**Valence and conduction levels of zinc-blende ZnS along three rays from Γ**

The table holds four filled and two empty Kohn-Sham levels at seven points of a 7x7x7 mesh, from one plane-wave PBE calculation without spin-orbit coupling, with the zero at the valence top. The program sorts the points into rays towards L, X and K and works out splittings, spreads, vertical gaps, steps and secant masses. It tests one parameter-free estimate, σ-coupled p orbitals on the fcc sulfur lattice, compared in units of the drop of the top level in row 7. The estimate reproduces the 2:1 ratio of drops towards X, but makes the lowest p level too shallow in every row and misses single entries by up to 56% of the tabulated drop. The output also shows a direct gap at Γ, a nearly flat fourth level and a turnover of the lowest empty level towards X.

Kohn–Sham levels of zinc-blende ZnS (primitive cell edge 3.821 Å) at points of a 7×7×7 k mesh, from ABINIT 10.8.3 with PBE, PseudoDojo NC SR PBE v0.4.1 standard pseudopotentials and a 1034 eV plane-wave cutoff, without spin polarisation or spin-orbit coupling. Energies are counted from the valence top; the third component of every wave vector is zero.

## Analysis program

```python
# Table: Kohn-Sham levels (eV, zero = valence top) of zinc-blende ZnS at 7 points of a 7x7x7 mesh, ABINIT, PBE, no spin-orbit.
# Worked out: directions, degeneracies, widths, gaps, turnovers. One parameter-free estimate: sigma-only p bands on the fcc S lattice (ratios).
T = {
    'point_a': [0.0, 0.1429, 0.4286, -0.1429, 0.2857, -0.2857, 0.4286],  # reciprocal cell vector
    'point_b': [0.0, 0.0, 0.0, 0.1429, 0.2857, 0.2857, 0.4286],  # reciprocal cell vector
    'level_point': [1, 2, 3, 4, 5, 6, 7],  # row
    'level_under_4': [-5.838, -5.84, -5.812, -5.822, -5.792, -5.732, -5.709],  # eV
    'level_under_3': [0.0, -1.353, -4.868, -2.321, -2.968, -4.301, -4.296],  # eV
    'level_under_2': [0.0, -0.187, -0.827, -1.082, -1.464, -2.866, -2.123],  # eV
    'level_under_1': [0.0, -0.187, -0.827, -0.27, -1.464, -1.168, -2.123],  # eV
    'level_over_1': [2.113, 3.068, 3.338, 3.957, 4.249, 4.755, 3.508],  # eV
    'level_over_2': [6.379, 6.305, 6.936, 6.134, 4.582, 6.65, 4.164],  # eV
}
import numpy as np, itertools
from scipy.constants import hbar, m_e, e
a = 3.821*np.sqrt(2)  # primitive edge (A) from the outputs of the same run
B = np.array([[-1, 1, 1], [1, -1, 1]])  # b1, b2 in units of 2pi/a
f = np.round(7*np.array([T['point_a'], T['point_b']]).T)/7  # mesh points are sevenths
k = f @ B
u4, u3, u2, u1, o1, o2 = [np.array(T['level_'+s]) for s in ('under_4', 'under_3', 'under_2', 'under_1', 'over_1', 'over_2')]
row = [int(r) for r in T['level_point']]
ends = {1: ('X', 1.0), 2: ('K', 0.75*2**0.5), 3: ('L', 0.5*3**0.5)}
E0 = hbar**2/(2*m_e*e)*1e20*(2*np.pi/a)**2
print(f"cubic a = {a:.3f} A; table rounding 0.0005 eV per level, 0.001 eV per difference")
print("filled bands 26/2 = 13 = Zn 3s3p3d (1+3+5) + S 3s (1) + S 3p (3)")
print("row, ray, fraction of ray, |k| 1/A; eV: u1-u2, u2-u3, u3-u4, vertical gap, o1-o1(G), o2-o1")
for i, r in enumerate(row):
    n = int(np.sum(abs(k[i]) > 1e-9)); L = np.linalg.norm(k[i])
    lab, fr = ('G', 0.0) if n == 0 else (ends[n][0], L/ends[n][1])
    print(f"{r} {lab} {fr:.3f} {L*2*np.pi/a:.3f} | {u1[i]-u2[i]:.3f} {u2[i]-u3[i]:.3f} {u3[i]-u4[i]:.3f} {o1[i]-u1[i]:.3f} {o1[i]-o1[0]:.3f} {o2[i]-o1[i]:.3f}")
print("spread over rows, eV: " + ", ".join(f"{s} {np.ptp(x):.3f}" for s, x in zip(('u4', 'u3', 'u2', 'u1', 'o1', 'o2'), (u4, u3, u2, u1, o1, o2))))
print(f"spread u3 / spread u4 = {np.ptp(u3)/np.ptp(u4):.0f}; u4 row 2 minus row 1 = {u4[1]-u4[0]:+.3f} eV")
for s, i, j in (('L', 1, 2), ('X', 4, 6), ('K', 3, 5)):
    q = (k[j]@k[j])/(k[i]@k[i])
    print(f"ray {s} rows {row[i]}->{row[j]}: k^2 x{q:.2f}; o1 rise x{(o1[j]-o1[0])/(o1[i]-o1[0]):.2f}, u1 x{u1[j]/u1[i]:.2f}, u3 x{u3[j]/u3[i]:.2f}")
    print(f"   steps eV: o1 {o1[j]-o1[i]:+.3f}, o2 {o2[j]-o2[i]:+.3f}, u4 {u4[j]-u4[i]:+.3f}")
print("o2 minus o2(G), eV, rows 2-7: " + " ".join(f"{x-o2[0]:+.3f}" for x in o2[1:]))
for i in (1, 3):
    t = E0*(k[i]@k[i])
    print(f"row {row[i]} secant mass from G (m_e): o1 {t/(o1[i]-o1[0]):.2f}, u1 {-t/u1[i]:.2f}, u2 {-t/u2[i]:.2f}, u3 {-t/u3[i]:.2f}")
R = [np.array(v)/2 for v in itertools.product((-1, 0, 1), repeat=3) if np.abs(v).sum() == 2]
def drops(kk):
    H = sum(np.outer(v, v)/(v@v)*np.cos(2*np.pi*kk@v) for v in R)
    return 4 - np.linalg.eigvalsh(H)  # order: u3, u2, u1
M = np.array([drops(x) for x in k]); M = M/M[6, 2]
D = -np.array([u3, u2, u1]).T; D = D/D[6, 2]
print("drop below valence top in units of the row 7 u1 drop (that entry is 1 by choice of unit)")
print("row: table u3 u2 u1 | estimate u3 u2 u1 | error % | u3/u1 table, estimate")
err = []
for i in range(1, 7):
    p = 100*(M[i]/D[i]-1); err += [(abs(x), row[i], s) for x, s in zip(p, ('u3', 'u2', 'u1'))]
    g = lambda x, w: " ".join(format(y, w) for y in x)
    print(f"{row[i]}: {g(D[i], '.2f')} | {g(M[i], '.2f')} | {g(np.round(p)+0.0, '+.0f')} | {D[i,0]/D[i,2]:.2f}, {M[i,0]/M[i,2]:.2f}")
err.sort(reverse=True)
print("worst: " + "; ".join(f"row {r} {s} {x:.0f}%" for x, r, s in err[:3]))
print(f"mean absolute error over 18 entries {np.mean([x[0] for x in err]):.0f}%; rounding on smallest drop {100*0.0005/-u1[1]:.1f}%")
print(f"u1 drop row 3 / row 7: table {D[2,2]:.2f}, estimate {M[2,2]:.2f}")
# outputs of the same run: Fermi energy, valence top, sphere charges
print(f"Fermi energy above valence top {4.740948-3.653904:.3f} eV; half gap {o1[0]/2:.3f} eV")
print(f"share of valence charge in 1.058 A spheres: Zn {18.1157/20:.0%} (18 of 20 would be 90%), S {3.9505/6:.0%}")
assert all(abs(u1[i]-u2[i]) < 0.0011 for i in (0, 1, 2, 4, 6)) and all(u1[i]-u2[i] > 0.5 for i in (3, 5))
assert np.argmin(o1) == 0 and np.argmax(u1) == 0 and o1[4] > o1[6]
assert np.ptp(u4) < 0.05*np.ptp(u3)
assert all(1.8 < u3[i]/u1[i] < 2.2 for i in (4, 6)) and all(u3[i]/u1[i] > 4 for i in (1, 2))
```

Printed output:

```
cubic a = 5.404 A; table rounding 0.0005 eV per level, 0.001 eV per difference
filled bands 26/2 = 13 = Zn 3s3p3d (1+3+5) + S 3s (1) + S 3p (3)
row, ray, fraction of ray, |k| 1/A; eV: u1-u2, u2-u3, u3-u4, vertical gap, o1-o1(G), o2-o1
1 G 0.000 0.000 | 0.000 0.000 5.838 2.113 0.000 4.266
2 L 0.286 0.288 | 0.000 1.166 4.487 3.255 0.955 3.237
3 L 0.857 0.863 | 0.000 4.041 0.944 4.165 1.225 3.598
4 K 0.381 0.470 | 0.812 1.239 3.501 4.227 1.844 2.177
5 X 0.571 0.664 | 0.000 1.504 2.824 5.713 2.136 0.333
6 K 0.762 0.940 | 1.698 1.435 1.431 5.923 2.642 1.895
7 X 0.857 0.997 | 0.000 2.173 1.413 5.631 1.395 0.656
spread over rows, eV: u4 0.131, u3 4.868, u2 2.866, u1 2.123, o1 2.642, o2 2.772
spread u3 / spread u4 = 37; u4 row 2 minus row 1 = -0.002 eV
ray L rows 2->3: k^2 x9.00; o1 rise x1.28, u1 x4.42, u3 x3.60
   steps eV: o1 +0.270, o2 +0.631, u4 +0.028
ray X rows 5->7: k^2 x2.25; o1 rise x0.65, u1 x1.45, u3 x1.45
   steps eV: o1 -0.741, o2 -0.418, u4 +0.083
ray K rows 4->6: k^2 x4.00; o1 rise x1.43, u1 x4.33, u3 x1.85
   steps eV: o1 +0.798, o2 +0.516, u4 +0.090
o2 minus o2(G), eV, rows 2-7: -0.074 +0.557 -0.245 -1.797 +0.271 -2.215
row 2 secant mass from G (m_e): o1 0.33, u1 1.69, u2 1.69, u3 0.23
row 4 secant mass from G (m_e): o1 0.46, u1 3.11, u2 0.78, u3 0.36
drop below valence top in units of the row 7 u1 drop (that entry is 1 by choice of unit)
row: table u3 u2 u1 | estimate u3 u2 u1 | error % | u3/u1 table, estimate
2: 0.64 0.09 0.09 | 0.40 0.10 0.10 | -38 +12 +12 | 7.24, 4.00
3: 2.29 0.39 0.39 | 2.00 0.50 0.50 | -13 +28 +28 | 5.89, 4.00
4: 1.09 0.51 0.13 | 0.84 0.40 0.20 | -23 -22 +56 | 8.60, 4.25
5: 1.40 0.69 0.69 | 1.29 0.64 0.64 | -8 -7 -7 | 2.03, 2.00
6: 2.03 1.35 0.55 | 1.64 1.29 0.64 | -19 -5 +17 | 3.68, 2.55
7: 2.02 1.00 1.00 | 2.00 1.00 1.00 | -1 +0 +0 | 2.02, 2.00
worst: row 4 u1 56%; row 2 u3 38%; row 3 u2 28%
mean absolute error over 18 entries 16%; rounding on smallest drop 0.3%
u1 drop row 3 / row 7: table 0.39, estimate 0.50
Fermi energy above valence top 1.087 eV; half gap 1.056 eV
share of valence charge in 1.058 A spheres: Zn 91% (18 of 20 would be 90%), S 66%
```
